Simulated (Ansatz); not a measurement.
**Sn3Se: moving Se off its site**

Sn3Se, Fm-3m, a = 7.456 Å. The structure is a Materials Project entry; whether it is the stable form wasn't checked. Ansatz: PBE, PAW, 420 eV, Γ-centred 12×12×12 mesh on 4 atoms, Gaussian smearing 0.15 eV; no spin polarisation.

```yaml
crystal:
  lattice:
    - [0.00000, 3.72795, 3.72795]
    - [3.72795, 0.00000, 3.72795]
    - [3.72795, 3.72795, 0.00000]
  atoms:
    - { symbol: Sn, position: [0.25000, 0.25000, 0.25000] }
    - { symbol: Sn, position: [0.75000, 0.75000, 0.75000] }
    - { symbol: Sn, position: [0.50000, 0.50000, 0.50000] }
    - { symbol: Se, position: [0.00000, 0.00000, 0.00000] }
```

Atom 4 (Se) moves by x along the unit vector (1.000, 0.000, 0.000), with its periodic images; all else is held. y is the free energy of the cell over the start, F the force along the path summed over the moved atoms. Symmetry makes y even in x.

| x (Å) | y (meV) | F (eV/Å) |
| --- | --- | --- |
| -0.4500 | ? | ? |
| -0.2250 | 17.7 | 0.16 |
| 0.0000 | 0.0 | 0.00 |
| 0.1125 | 4.5 | -0.08 |
| 0.3375 | 40.3 | -0.25 |
| 0.3938 | 55.6 | -0.30 |

Q: Fit y = c2 x² + c4 x⁴ to the energies of the other rows, give the force constant, and predict energy and force of the missing row.

A: Least squares on the rows shown. y = 344.4 x² + 89.21 x⁴. The force constant is 2 c2 = 0.689 eV/Å² (for all images moving together, not for a lone atom). The force −dy/dx at the missing row is 0.34 eV/Å (computed 0.36). At x = -0.4500 the fit asked for gives 73.4 meV. The run gave 74.1 meV, so the fit is 0.7 meV too low, a small miss on the scale of the series.

Cost: 6 runs of about 5.1 core-minutes in all, on Intel Xeon Processor @ 2.70GHz (shared hosts).

Se sits in a single, nearly harmonic well: the energy rises at every displacement computed, and the positive quartic term only mildly stiffens it. The softness probably reflects the roomy cage of Sn atoms, whose contacts with Se are long for Sn–Se bonds. A shift therefore weakens the contacts on one side while short-range repulsion builds up only slowly on the other. At the predicted point the fit falls short in both energy and force, which suggests that this repulsion steepens faster than a quartic form extrapolated from smaller displacements allows.

Because the site is cubic, the quadratic term is the same in every direction, so the centred position is a local minimum against any small rigid shift of the Se sublattice; the quartic term may still depend on direction. This argues against a spontaneous polar off-centring of Se alone in the fixed Sn framework. It doesn't establish dynamical stability, since coupled Sn motion or modulations that differ from cell to cell could still lower the energy.
